## Question

In a crystal of GaN, one gallium atom in sixteen has been replaced by gadolinium, in a regular pattern. Each Gd carries seven unpaired 4f electrons, and some of their spin reaches the atoms around it.

Ansatz 0.2.0, plane waves with default PAW datasets, spin-polarised PBE, scalar-relativistic, cutoff 420 eV, 4×4×2 k-mesh. Neutral 32-atom GaN supercell with one Ga replaced by Gd and seven unpaired electrons, atoms relaxed in a fixed cell. The hyperfine constant is A in H = A I·S, from the contact spin density alone, with responding cores.

```csv
atom,like atoms,distance from the defect (Å),site moment (muB),mass number,isotropic hyperfine constant (MHz)
Gd1,1,0.05,6.68,157,-45.8
N26,3,2.12,-0.02,14,-1.0
N17,1,2.25,-0.01,14,-0.8
Ga3,3,3.18,0.00,69,0.6
N18,1,3.22,0.01,14,0.3
Ga10,3,3.24,0.00,69,0.3
Ga9,3,3.24,0.00,69,0.9
N19,3,3.72,0.00,14,0.2
N32,1,3.72,0.01,14,0.3
Ga15,1,4.47,0.00,69,-0.2
Ga16,1,4.49,0.00,69,-0.2
Ga2,1,5.14,0.00,69,1.0
```

The isotropic hyperfine constant measures how strongly a nucleus couples to the electron spin. It is proportional to the surplus of one spin direction at the nucleus itself, whereas the site moment counts the surplus in a region around the atom. For N and Ga a positive constant means a surplus parallel to the spin of Gd. "Like atoms" is the number of equivalent atoms in the repeated cell, whose edges are 6.36 Å in the plane and 10.33 Å along the *c* axis.

Take as the simple rule that the influence of a Gd atom fades with distance, is equal at equal distance, and adds up where several Gd atoms are near.

(a) Which N and Ga atoms seem to break a plain decay with distance?

(b) How much of each break is removed by counting the Gd atoms nearby?

(c) What causes the spin on the bonded nitrogen atoms, and what may cause the breaks that remain?

## Model answer

**(a)** The two elements have to be judged separately. Even a little spin in gallium 4s counts for much, since that shell is dense at the nucleus, while spin on nitrogen sits mostly in 2p, which vanishes there; the nuclear factor of gallium is also larger. Ga2 and N26 can therefore have constants of equal size, although the site moment of Ga2 is about 40 times smaller.

Among the nitrogen atoms the sign changes beyond the bonded ones, and the size of the constant falls outwards with one small irregularity: N32 exceeds N19 at the same distance. The difference of 0.1 MHz is no more than rounding could make, but the site moments with more digits, 0.0076 and 0.0046 µB, show the same order. Gallium breaks the decay more plainly. Ga9 has three times the constant of Ga10 at the same listed distance and also exceeds the nearer Ga3, and Ga2, the farthest atom in the table, has the largest gallium value.

**(b)** An atom between several Gd atoms receives spin from each of them. Seen along the *c* axis, N19 lies midway between two Gd atoms, and N32 lies at the centre of a triangle of three. The rule then predicts a ratio of 3 to 2 between them. The site moments give 1.66, about 11 % above the predicted 1.5, so sharing can account for most of this irregularity. It need not be the only cause, since the two atoms also lie on opposite sides of the Gd layer.

Ga2 is shared too. It lies on the *c* axis, 5.14 Å from one Gd and 10.33 − 5.14 = 5.19 Å from the next. Ga16, which is closer in, lies above the centre of a triangle and has three Gd atoms at about 4.49 Å. Since influence should fade, a Gd atom should give Ga2 no more than it gives Ga16.

That sets a ceiling for Ga2, obtained without using its own value. Ga16 has a constant of size 0.2 MHz, or 0.2/3 ≈ 0.07 MHz from each Gd. Two Gd atoms should then give Ga2 at most 2 × 0.07 ≈ 0.13 MHz. The calculation gives 1.0 MHz, about 7.5 times as much from these rounded values, and of the opposite sign.

Sharing does take first place from Ga2. Its value per Gd is 0.5 MHz, between the 0.3 MHz of Ga10 and the 0.9 MHz of Ga9, which have one near Gd each. The rebound beyond Ga15 and Ga16 remains, however, and so does the whole difference between Ga9 and Ga10. Ga3, with two near Gd atoms, falls even further behind Ga9. Counting neighbours thus repairs the sizes in the nitrogen series but not the gallium series.

**(c)** The bonded nitrogen atoms, N26 and N17, carry spin antiparallel to that of Gd. Together these four atoms hold about 0.060 µB of it, close to the 0.071 µB of antiparallel spin in the whole cell. Theory offers a standard reason. The 4f shell lowers the energy of electrons of its own spin in the empty 5d shell of Gd, so nitrogen electrons of that spin lean further towards Gd. Their partners of opposite spin are left in surplus on nitrogen. Mixing with the empty 4f levels of opposite spin works the other way, and PBE places those levels too low, so the calculation may understate this surplus.

The planar methyl radical, CH₃, shows the same step in a simpler form. Its unpaired electron occupies a carbon 2p orbital that vanishes in the plane of the hydrogen atoms, yet these carry antiparallel spin, because exchange draws the parallel electron of each C–H bond towards carbon. The likeness holds for the atoms bonded to the spin centre and ends there. Methyl has no second shell, and its bonds are covalent, whereas Gd–N bonds are largely ionic.

For gallium, direction is the natural suspect. Ga9 and Ga10 have the same listed distance and the same number of near Gd atoms, but they lie on opposite sides of Gd along *c*. In the wurtzite structure one set is reached through the nitrogen atom on the axis, the other through the three nitrogen atoms beside it. The half-filled 4f shell is round and favours no direction, but the bridges differ in bond length and in how the atoms around them are arranged, so they may pass on different amounts of spin. A rule that knows only the distance from Gd has no place for such differences. More spin on the bridging atom is not the answer, though: N17, the bridge to Ga9, carries less than N26, the bridge to Ga10, yet Ga9 has the larger constant.

The rebound at Ga2 may have a similar origin, since this atom lies on the axis itself and Ga15 and Ga16 do not. It is also possible that Ga15 and Ga16 are the odd ones, if effects of opposite sign nearly cancel within the share of each Gd. The three Gd atoms around such a site are equivalent, so they cannot cancel one another. Neither idea has been tested. A longer cell, in which Ga2 has a single near Gd, would show how much of the rebound belongs to one Gd atom. It would not cure a fault of the functional: semilocal functionals such as PBE spread defect states too far, so the spin computed at distant atoms, Ga2 included, may be too large.

## Remarks on the reasoning

**Breaks in MHz and breaks in spin.** The gallium breaks are striking in the table and minute in the electron density. The site moment of Ga2 is 0.0004 µB, far below what the printed column resolves. Contact densities this small are uncertain, so the evidence is stronger where the site moment agrees. For the presence of both gallium breaks it does: the moment of Ga9 is about four times that of Ga10, and Ga2 stands well above Ga15 and Ga16. Other details find no such support. Ga15 and Ga16 have minute positive moments but negative constants, and the moment of Ga2 is smaller than those of Ga3 and Ga9.

**Equal distances.** The atoms were relaxed, and only the cell was held fixed. It is left under a pressure of about 14 GPa, so the distances belong to a compressed crystal. They are measured from a point 0.05 Å away from the Gd nucleus. Ga9 and Ga10 could therefore differ by up to 0.1 Å in their true distance from Gd. The nitrogen values change far too gently with distance for such a shift to suggest a factor of three.

**Why the Gd row is no starting point for the decay.** The 4f electrons have no density at the nucleus, so the constant of Gd comes from s shells that they polarise, with inner and outer shells pulling in opposite directions. The nuclear factor of ¹⁵⁷Gd is negative, and −45.8 MHz thus means a parallel surplus at the nucleus. Measured constants of Gd³⁺ in insulators are positive, which means an antiparallel surplus. Semilocal functionals underestimate the polarisation of the inner shells, and this is the likely reason for the wrong sign.

**What the crystal represents.** One Gd on every sixteenth gallium site is an ordered alloy with about 6 % Gd, not a dilute dopant. For N32 the rule gives a way back: a third of its constant, about 0.1 MHz, is the share of a single Gd. For Ga2 the same division is less safe, because its two Gd atoms lie on opposite sides along a polar axis and need not contribute equally.

**Where a good answer earns its marks.** A weak answer calls Ga2 an effect of the small cell and stops. A better one asks what the neighbouring copies can explain, and finds that Ga2 still lies far above its ceiling after both of its Gd atoms have been counted. The comparison of Ga9 with Ga10 then carries the argument further, because there the number of near Gd atoms is the same and a large difference remains.
